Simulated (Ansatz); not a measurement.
A ladder of methods for Al2Si2H6 (SMILES [SiH3][Al]1[AlH][SiH2]1)

Al2Si2H6 has 10 atoms, charge 0, and is taken as a singlet. As SMILES, `[SiH3][Al]1[AlH][SiH2]1`. The coordinates come from a PBE0-D4/def2-TZVP relaxation.

```jsonl
{"atom": "Si", "x (Å)": "-1.4265", "y (Å)": "1.2646", "z (Å)": "-1.4121"}
{"atom": "Al", "x (Å)": "-0.1401", "y (Å)": "-0.4298", "z (Å)": "-0.1770"}
{"atom": "Al", "x (Å)": "0.5420", "y (Å)": "-2.3760", "z (Å)": "1.1989"}
{"atom": "Si", "x (Å)": "1.8755", "y (Å)": "-0.4493", "z (Å)": "1.1955"}
{"atom": "H", "x (Å)": "-1.9586", "y (Å)": "0.6872", "z (Å)": "-2.6792"}
{"atom": "H", "x (Å)": "-2.5897", "y (Å)": "1.7423", "z (Å)": "-0.6115"}
{"atom": "H", "x (Å)": "-0.5898", "y (Å)": "2.4467", "z (Å)": "-1.7615"}
{"atom": "H", "x (Å)": "0.7983", "y (Å)": "-3.9337", "z (Å)": "1.3365"}
{"atom": "H", "x (Å)": "0.6199", "y (Å)": "0.5098", "z (Å)": "1.2572"}
{"atom": "H", "x (Å)": "2.9522", "y (Å)": "0.4871", "z (Å)": "1.6564"}
```

Each level gives the energy change with the Si1–H5 bond stretched from 1.491 to 1.714 Å (eV). The values are calculated.

```
                          level                    kind  program  value (eV)  less CCSD(T)/def2-SVP  CPU time (all runs)
       HF/def2-SVP (restricted)            Hartree–Fock   Ansatz        0.36                  +0.03                8.4 s
     BLYP/def2-SVP (restricted)                     GGA   Ansatz        0.26                  -0.07                 18 s
      PBE/def2-SVP (restricted)                     GGA   Ansatz        0.26                  -0.07                 18 s
   revPBE/def2-SVP (restricted)                     GGA   Ansatz        0.25                  -0.08                 21 s
    BHLYP/def2-SVP (restricted)           global hybrid   Ansatz        0.35                  +0.02                 32 s
CAM-B3LYP/def2-SVP (restricted)  range-separated hybrid   Ansatz        0.32                  -0.01                 29 s
    wB97X/def2-SVP (restricted)  range-separated hybrid   Ansatz        0.32                  -0.01                 97 s
  CCSD(T)/def2-SVP (restricted)   coupled cluster or CI   Ansatz        0.33                   0.00                 48 s
```

CCSD(T)/def2-SVP (restricted) is the highest level here, not the true value. The first shape isn't each level's own minimum. The values span 0.25 to 0.36 eV. CPU times are rough (shared hosts, several kinds of processor and program).

Stretching the terminal silyl Si–H bond costs less energy with the three GGAs than with CCSD(T), while the hybrids stay close to the coupled-cluster value and Hartree–Fock lies slightly above it. BLYP and BHLYP share the same correlation functional, so the rise from 0.26 to 0.35 eV points to exact exchange as the main source of the stiffening. Hartree–Fock lacks the correlation that gains importance as the bonding–antibonding separation shrinks, which explains its slightly steeper rise. GGAs generally favour longer X–H bonds, so part of their deficit probably reflects a shifted minimum as well as a softer potential.

The near-agreement of PBE, BLYP and revPBE suggests that the choice of gradient correction matters little here. The two range-separated hybrids reproduce the coupled-cluster cost of this modest distortion most closely, but BHLYP and Hartree–Fock are too near to support a firm ranking. A single displacement doesn't establish harmonic frequencies or the Si–H dissociation energy.
